# Solution key: constraints on a model GGA exchange hole

## Premises and conventions

**P1.** The system is a spin-unpolarised Kohn–Sham ground state of $N$ electrons with real, doubly occupied orbitals $\varphi_i$. It is finite or periodic, so that surface terms vanish on integration by parts. The density matrix of one spin is $\rho_1(\mathbf r,\mathbf r')=\sum_i\varphi_i(\mathbf r)\varphi_i(\mathbf r')$, the density of one spin is $n_\sigma=\rho_1(\mathbf r,\mathbf r)=n/2$, and the exchange hole is
$$n_x(\mathbf r,\mathbf r')=-\frac{\rho_1(\mathbf r,\mathbf r')^2}{n_\sigma(\mathbf r)},\qquad E_x=\frac12\frac{e^2}{4\pi\varepsilon_0}\int d^3r\,n(\mathbf r)\int d^3u\,\frac{n_x(\mathbf r,\mathbf r+\mathbf u)}{u}.$$

**P2.** The system and angle average is
$$N\langle n_x(u)\rangle=\int d^3r\,n(\mathbf r)\int\frac{d\Omega_u}{4\pi}\,n_x(\mathbf r,\mathbf r+\mathbf u).$$
The energy depends on the hole only through this average.

**P3.** The model is $N\langle n_x(u)\rangle=\int d^3r\,n^2J(s,y)$, with $k_F=(3\pi^2n)^{1/3}$, $s=|\nabla n|/(2k_Fn)$, $y=k_Fu$, and $J$ smooth. The product $nJ$ models the average only. It need not equal the hole around an electron at $\mathbf r$.

**P4.** The target energy is $E_x=\int d^3r\,n\,\epsilon_x(n)F_x(s)$ with $\epsilon_x=-\dfrac{e^2}{4\pi\varepsilon_0}\dfrac{3k_F}{4\pi}$.

**P5.** The positive kinetic energy density of both spins, $\tau=(\hbar^2/m)\sum_i|\nabla\varphi_i|^2\equiv(\hbar^2/m)\,t$, has the second-order gradient expansion
$$t=\frac{3}{10}k_F^2n+\frac{|\nabla n|^2}{72n}+\frac{\nabla^2n}{6}.$$
This is taken as given. Both gradient coefficients follow from the response of the uniform gas: $1/72$ from the second-order kinetic energy and $1/6$ from the first-order change of $\tau$. The Laplacian coefficient belongs to the positive form of $\tau$. It drops out of $\int\tau$ but not out of $\int n\tau$, which is needed below.

## (a) From conditions on integrals to conditions at each $s$

**Lemma.** If $\int d^3r\,n^pg(s)=0$ for all smooth positive densities, then $g\equiv0$.

*Proof.* Write the integrand as $L(n,\mathbf G)$ with $\mathbf G=\nabla n$. Add $\delta n=\eta\,\chi(\mathbf r)\cos(\mathbf q\cdot\mathbf r)/q$, where $\chi$ is a narrow smooth envelope. As $q\to\infty$, $\delta n\to0$ while $\delta\mathbf G\to-\eta\chi\,\hat{\mathbf q}\sin(\mathbf q\cdot\mathbf r)$. The term of order $\eta^2$ tends to $\tfrac14\int\chi^2\,\hat q_i\hat q_j\,\partial^2L/\partial G_i\partial G_j$ and must vanish for every envelope and direction. Hence $L$ is affine in $\mathbf G$. It is also even in $\mathbf G$, so it does not depend on $\mathbf G$ and $g$ is a constant. A uniform density shows that the constant is zero. $\square$

## (b) On-top value

At $\mathbf r'=\mathbf r$, P1 gives $n_x=-n_\sigma=-n/2$. Equating averages at $u=0$ gives $\int n^2[J(s,0)+\tfrac12]=0$, and the lemma with $p=2$ yields
$$J(s,0)=-\tfrac12 .$$

## (c) Normalisation

Orthonormality gives $\int d^3r'\rho_1(\mathbf r,\mathbf r')^2=\sum_i\varphi_i(\mathbf r)^2=n_\sigma(\mathbf r)$, so the hole integrates to $-1$ and $\int4\pi u^2N\langle n_x\rangle\,du=-\int n$. In the model $u^2du=y^2dy/k_F^3$ and $4\pi n/k_F^3=4/(3\pi)$. The lemma with $p=1$ yields
$$\frac{4}{3\pi}\int_0^\infty y^2J(s,y)\,dy=-1 .$$

## (d) Energy

With $d^3u/u=4\pi u\,du=4\pi y\,dy/k_F^2$ and $2\pi n/k_F^2=2k_F/(3\pi)$,
$$E_x=\frac{e^2}{4\pi\varepsilon_0}\int d^3r\,n\,\frac{2k_F}{3\pi}\int_0^\infty yJ\,dy .$$
Equate this to P4 and apply the lemma with $p=4/3$. Dividing by $3k_F/4\pi$ gives the factor $(2/3\pi)(4\pi/3)=8/9$:
$$\frac89\int_0^\infty yJ(s,y)\,dy=-F_x(s).$$

## (e) Curvature at $y=0$

*Step 1: angular average.* Because $\langle u_i\rangle=0$ and $\langle u_iu_j\rangle=u^2\delta_{ij}/3$, a smooth function has the average $w(\mathbf r)+\tfrac16u^2\nabla^2w+O(u^4)$. No term linear in $u$ occurs, so $\partial_yJ(s,0)=0$.

*Step 2: Laplacian of $\rho_1^2$ in $\mathbf r'$.* One has $\nabla'^2\rho_1^2=2\rho_1\nabla'^2\rho_1+2|\nabla'\rho_1|^2$. At $\mathbf r'=\mathbf r$, $\nabla'\rho_1=\sum_i\varphi_i\nabla\varphi_i=\tfrac12\nabla n_\sigma$. From $\nabla^2n_\sigma=2\sum_i\varphi_i\nabla^2\varphi_i+2t$ follows $\nabla'^2\rho_1=\tfrac12\nabla^2n_\sigma-t$. Therefore
$$\nabla'^2\rho_1^2\big|_{\mathbf r'=\mathbf r}=n_\sigma\nabla^2n_\sigma-2n_\sigma t+\tfrac12|\nabla n_\sigma|^2=\tfrac14n\nabla^2n-nt+\tfrac18|\nabla n|^2 .$$

*Step 3: system average.* Since $n\,n_x=-2\rho_1^2$ and $\int n\nabla^2n=-\int|\nabla n|^2$,
$$N\langle n_x(u)\rangle=-\frac12\int n^2+\frac{u^2}{3}\int\Big[nt+\frac{|\nabla n|^2}{8}\Big]+\dots$$
This equation is exact under P1.

*Step 4: insert P5.* A second integration by parts turns $n\nabla^2n/6$ into $-|\nabla n|^2/6$. The gradient terms combine to
$$\frac1{72}-\frac16+\frac18=\frac{1-12+9}{72}=-\frac1{36},$$
and the coefficient of $u^2$ is $\int[\tfrac1{10}k_F^2n^2-\tfrac1{108}|\nabla n|^2]$. With $|\nabla n|^2=4k_F^2n^2s^2$ it becomes $\int n^2k_F^2\,[\tfrac1{10}-\tfrac1{27}s^2]$.

*Step 5: match.* In the model the coefficient of $u^2$ is $\int n^2k_F^2\,\tfrac12\partial_y^2J(s,0)$. Requiring equality for all densities and using the lemma with $p=8/3$,
$$\frac{\partial^2J}{\partial y^2}\bigg|_{y=0}=\frac15-\frac{2s^2}{27}.$$

*Test at $s=0$.* The uniform-gas hole is $J=-\tfrac92[j_1(y)/y]^2$, with $j_1$ the spherical Bessel function. From $j_1/y=\tfrac13-\tfrac1{30}y^2+\dots$ follows $J=-\tfrac12+\tfrac1{10}y^2+\dots$, and the integrals $\int_0^\infty j_1^2dy=\pi/6$ and $\int_0^\infty j_1^2\,dy/y=1/4$ satisfy (c) and (d) with $F_x=1$. Conditions of this kind underlie the model hole of Ernzerhof and Perdew (1998).

## (f) The constraints in wavevector space

Let $k$ be the wavevector conjugate to $u$ and $x=k/2k_F$, so that $ku=2xy$. The Fourier transform of $nJ$ and its inverse are
$$\tilde J(s,x)=\frac4{3\pi}\int_0^\infty y^2J\,\frac{\sin2xy}{2xy}\,dy,\qquad J(s,y)=12\int_0^\infty x^2\tilde J\,\frac{\sin2xy}{2xy}\,dx,$$
where $12=(2k_F)^3/(2\pi^2n)$. Condition (c) is $\tilde J(s,0)=-1$. The integral $\int_0^\infty\sin(2xy)/(2xy)\,dx=\pi/(4y)$ gives $\int\tilde J\,dx=\tfrac13\int yJ\,dy$. Provided $\tilde J$ falls faster than $x^{-5}$, the expansion $\sin(2xy)/(2xy)=1-\tfrac23x^2y^2+\dots$ gives $J(s,0)=12\int x^2\tilde J\,dx$ and $\partial_y^2J(s,0)=-16\int x^4\tilde J\,dx$. Hence
$$\int_0^\infty\!\tilde J\,dx=-\frac38F_x,\qquad\int_0^\infty\! x^2\tilde J\,dx=-\frac1{24},\qquad\int_0^\infty\! x^4\tilde J\,dx=-\frac1{80}+\frac{s^2}{216}.$$
The uniform gas has $\tilde J=-1+\tfrac32x-\tfrac12x^3$ for $x<1$ and zero beyond, with moments $-\tfrac38$, $-\tfrac1{24}$ and $-\tfrac1{80}$, as required.

*Planar surface.* By (d) and the first moment, the exchange energy per electron is $(e^2/4\pi\varepsilon_0)\pi^{-1}\int_0^\infty\tilde J\,dk$. Let $n(z)=\bar nf(z)$, with bulk values $\bar n$, $\bar k$ at $z\to-\infty$, and $Q=k/2\bar k$, so that $x=Qf^{-1/3}$. The surface exchange energy is the energy per area less that of the same electrons in the bulk. Its wavevector analysis, in the manner of Langreth and Perdew, is
$$\sigma_x=\int_0^\infty\gamma(Q)\,dQ,\qquad\gamma(Q)=\frac{e^2}{4\pi\varepsilon_0}\frac{2\bar k\bar n}{\pi}\int dz\,f\,\big[\tilde J(s,Qf^{-1/3})-\tilde J(0,Q)\big].$$
Normalisation gives $\gamma(0)=0$. For $M_j=\int Q^j\gamma\,dQ$ use $\int Q^j\tilde J(s,Qf^{-1/3})\,dQ=f^{(j+1)/3}\int x^j\tilde J\,dx$. Since $2\bar k/\pi=\tfrac83\cdot3\bar k/4\pi$, the prefactor is $\tfrac83\bar n|\bar\epsilon_x|$ with $\bar\epsilon_x=\epsilon_x(\bar n)$, and
$$M_0=\sigma_x=-\bar n|\bar\epsilon_x|\int dz\,\big(f^{4/3}F_x-f\big),\qquad M_2=-\frac{\bar n|\bar\epsilon_x|}{9}\int dz\,\big(f^2-f\big),$$
$$M_4=-\bar n|\bar\epsilon_x|\int dz\,\Big[\frac{f^{8/3}-f}{30}-\frac{f^{8/3}s^2}{81}\Big].$$
Three moments of $\gamma$ are thus fixed without any explicit form of $J$. Setting $s=0$ and $F_x=1$ in the integrands gives the LDA moments.

## (g) Range of validity

1. Conditions (b) and (c) restate exact properties, and $M_2$ is exact for the given density. Condition (d) is exact relative to the chosen $F_x$ and is as good as that functional.

2. Condition (e) inherits the truncation of P5. It holds to second order in gradients, for $s\ll1$ and $|\nabla^2n|\ll4k_F^2n$. Imposing it at all $s$ is a modelling convention. The curvature changes sign at $s=\sqrt{27/10}=1.64$, far outside the derived range.

3. The Cauchy–Schwarz inequality $|\nabla n_\sigma|^2\le4n_\sigma t$ means $nt\ge|\nabla n|^2/8$. Step 3 then bounds the exact coefficient of $u^2$ from below by $\int|\nabla n|^2/12=\int n^2k_F^2s^2/3$, with equality for one orbital. Let $\langle s^2\rangle$ be the mean with weight $n^2k_F^2$. The model respects the bound only if $\tfrac1{10}-\tfrac1{27}\langle s^2\rangle\ge\tfrac13\langle s^2\rangle$, that is $\langle s^2\rangle\le0.27$.

4. Two electrons in one hydrogenic $1s$ orbital of any exponent $\zeta$, $n=(2\zeta^3/\pi)e^{-2\zeta r}$, show the size of the omitted terms. Here $\int n^2k_F^2s^2=\zeta^2\int n^2=\zeta^5/2\pi$ and $\int n^2k_F^2=27(6\pi)^{2/3}\zeta^5/128\pi$, so $\langle s^2\rangle=64/[27(6\pi)^{2/3}]=0.335$. The ratio of model to exact coefficient is $3/(10\langle s^2\rangle)=0.896$ without the $s^2$ term and $0.896-\tfrac19=0.785$ with it. The error grows from 10 % to 21 %: for this density the omitted terms exceed the retained gradient term and have the opposite sign.

5. The two integrations by parts make (e) a property of the average only. It says nothing of the curvature of the hole at a given $\mathbf r$, and $\gamma$ has meaning only after the integral over $z$.

6. The constraints do not determine $J$. They leave open its decay at large $y$, which governs how $\gamma$ leaves zero at small $Q$.

7. Currents are excluded by P1. For a spin-polarised density the results apply to each spin with $n\to2n_\sigma$.

## (h) Numerical illustration: a model jellium surface

*Inputs.* The bulk density parameter is $r_s=4a_0$, with $a_0$ the Bohr radius, close to the typical valence density of sodium. Then $\bar n=3/(4\pi r_s^3)=2.517\times10^{28}\ \mathrm{m^{-3}}$ and $\bar k=9.067\times10^{9}\ \mathrm{m^{-1}}$. The assumed profile is $f=1/(1+e^{z/a})$, neutral against a background edge at $z=0$, with $\bar ka=\tfrac12$, or $a=0.0551$ nm. A density tail $e^{-z/a}$ corresponds to a barrier $\hbar^2/8ma^2=3.13$ eV, and the width was chosen to make this a typical work function. The enhancement factor is that of PBE, $F_x=1+\mu s^2/(1+\mu s^2/\kappa)$, with $\mu=0.21951$ and $\kappa=0.804$.

*Integrals.* From $df/dz=-f(1-f)/a$ follow $|dz|=a\,df/[f(1-f)]$ and $s=s_0(1-f)f^{-1/3}$ with $s_0=1/(2\bar ka)=1$. Then
$$\int dz\,(f^p-f)=-a\int_0^1\frac{1-f^{p-1}}{1-f}\,df\equiv-aH_{p-1},$$
with $H_{1/3}=3-\dfrac{\pi}{2\sqrt3}-\dfrac32\ln3=0.4452$, $H_1=1$ and $H_{5/3}=\dfrac{21}{10}+\dfrac{\pi}{2\sqrt3}-\dfrac32\ln3=1.3590$. Further, $\int f^{8/3}s^2dz=as_0^2\int_0^1f(1-f)\,df=as_0^2/6$. With $f=w^3$ the gradient part of the energy is
$$\frac1a\int dz\,f^{4/3}(F_x-1)=3\mu\int_0^1\frac{w^3(1-w^3)\,dw}{w^2+(\mu/\kappa)(1-w^3)^2}=0.1187,$$
by numerical quadrature. The energy unit is $\sigma_0=\bar n|\bar\epsilon_x|a=0.693\ \mathrm{J\,m^{-2}}$. The moments are $M_0/\sigma_0=H_{1/3}-0.1187$, $M_2/\sigma_0=1/9$ and $M_4/\sigma_0=H_{5/3}/30+1/486$, the LDA values being the first terms.

| moment | LDA, $/\sigma_0$ | GGA, $/\sigma_0$ | LDA, J m$^{-2}$ | GGA, J m$^{-2}$ | change |
|---|---|---|---|---|---|
| $M_0$ | 0.4452 | 0.3265 | 0.309 | 0.226 | $-27$ % |
| $M_2$ | 0.1111 | 0.1111 | 0.0770 | 0.0770 | none |
| $M_4$ | 0.0453 | 0.0474 | 0.0314 | 0.0328 | $+4.5$ % |

*Reading.* The difference $\Delta\gamma=\gamma^{\rm GGA}-\gamma^{\rm LDA}$ has a vanishing second moment and a nonzero area, so it changes sign. If it does so once, at $Q_0$, then $(Q_0^2-Q^2)\Delta\gamma$ has one sign throughout, and its integral is $Q_0^2\Delta M_0<0$. The correction is then negative below $Q_0$ and positive above. In that case $\int Q^2(Q^2-Q_0^2)\Delta\gamma\,dQ=\Delta M_4$ must be positive, which agrees with the curvature condition. The gradient correction lowers the surface exchange energy through long wavelengths and leaves the moments that weight short wavelengths almost unchanged.

*Size of the omitted terms.* The entries are exact consequences of the constraints for this profile. As a statement about the Kohn–Sham hole, $\Delta M_4=\sigma_0/486=0.0021\,\sigma_0$ is less secure. The point $s=1$ lies at $f=0.318$, and the region beyond it supplies the fraction $3f^2-2f^3$, or 24 %, of $\Delta M_4$. Fourth-order gradient terms of $t$ scale as $s_0^4$ against the retained $s_0^2$, so at $s_0=1$ nothing makes them smaller, and $\Delta M_4$ is to be regarded as uncertain by about its own size. Its sign is then not established for the true hole, while a change of a few per cent in $M_4$ remains small beside the 27 % change in $M_0$.

The values 0.309 and 0.226 J m$^{-2}$ are the model's exchange parts and not properties of sodium. The profile is not self-consistent and has no Friedel oscillations. As typical knowledge, self-consistent jellium profiles at this density give roughly 0.22 J m$^{-2}$ for LDA exchange and 0.13 J m$^{-2}$ for PBE exchange, so the model lies high by factors of about 1.4 and 1.7.